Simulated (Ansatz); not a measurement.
Ge: energy change per atom and pressure against volume scale

All results are calculated (Ansatz 0.2.0). Plane-wave DFT, scalar-relativistic PAW made under PBE with cores redone for the functional, no dispersion; the given relaxed cell is scaled uniformly, energy at zero smearing counts from the unscaled cell, pressure at the given Fermi-Dirac smearing is positive in compression.

The cell before it is scaled or strained (space group Fd-3m, No. 227):
```
Ge
1.0
      0.0000     2.8860     2.8860
      2.8860     0.0000     2.8860
      2.8860     2.8860     0.0000
Ge
2
Direct
  0.50000 0.50000 0.50000
  0.75000 0.75000 0.75000
```

Settings of every row: spin polarised no; functional PBE; wave cutoff 420 eV; smearing width 0.05 eV; k mesh 9x9x9.

Atom starting moment: 0 on all atoms.

```
row  volume scale  V (Å³/atom)  energy change per atom (meV)  pressure (GPa)
  1          0.88       21.153                         73.11            9.64
  2          0.92       22.114                         28.29            5.49
  3          0.96       23.076                          5.47            2.27
  4          1.04       24.999                           8.4           -2.35
  5          1.08        25.96                             ?               ?
  6          1.12       26.922                         55.27           -5.18
```

Question: what energy change per atom and pressure should row 5 give?

Worked fit of energy change per atom. Take u = (V_r/V)^(2/3) − 1 with V_r = 23.076 Å³ an atom, which is twice the finite (Eulerian) strain; such expansions in the strain, on which the Birch-Murnaghan equation of state is built, carry the rest volume and the bulk modulus. The shown rows have u = 0.05972, 0.02879, 0, -0.05196, -0.09766. Least squares give energy change per atom = 5.767 + 502.14 × u + 10364.6 × u² meV; a straight line predicts inner rows, each left out in turn, worse (root mean square 29 against 0.96 meV). The rows lie off it by 0.39, -0.52, -0.30, 0.74, -0.31 (root mean square 0.48 meV). The withheld row has u = -0.07551, so the fit gives 5.767 + 502.14 × (-0.07551) + 10364.6 × (-0.07551)² = 26.95 meV.

The calculation gave 27.63 meV. The fit lies 0.68 meV (2.5 % of the value, 1 % of the column's range) below it; its largest miss of a shown row is 0.74 meV.

Worked fit of pressure. Take u = (V_r/V)^(2/3) − 1 with V_r = 23.076 Å³ an atom, which is twice the finite (Eulerian) strain; such expansions in the strain, on which the Birch-Murnaghan equation of state is built, carry the rest volume and the bulk modulus. The shown rows have u = 0.05972, 0.02879, 0, -0.05196, -0.09766. Least squares give pressure = 2.27 + 105.14 × u + 297.4 × u² GPa; a straight line predicts inner rows, each left out in turn, worse (root mean square 0.84 against 0.063 GPa). The rows lie off it by 0.03, -0.05, 0.00, 0.04, -0.02 (root mean square 0.033 GPa). The withheld row has u = -0.07551, so the fit gives 2.27 + 105.14 × (-0.07551) + 297.4 × (-0.07551)² = -3.97 GPa.

The calculation gave -3.94 GPa. The fit lies 0.03 GPa (0.2 % of the column's range) below it; its largest miss of a shown row is 0.05 GPa.
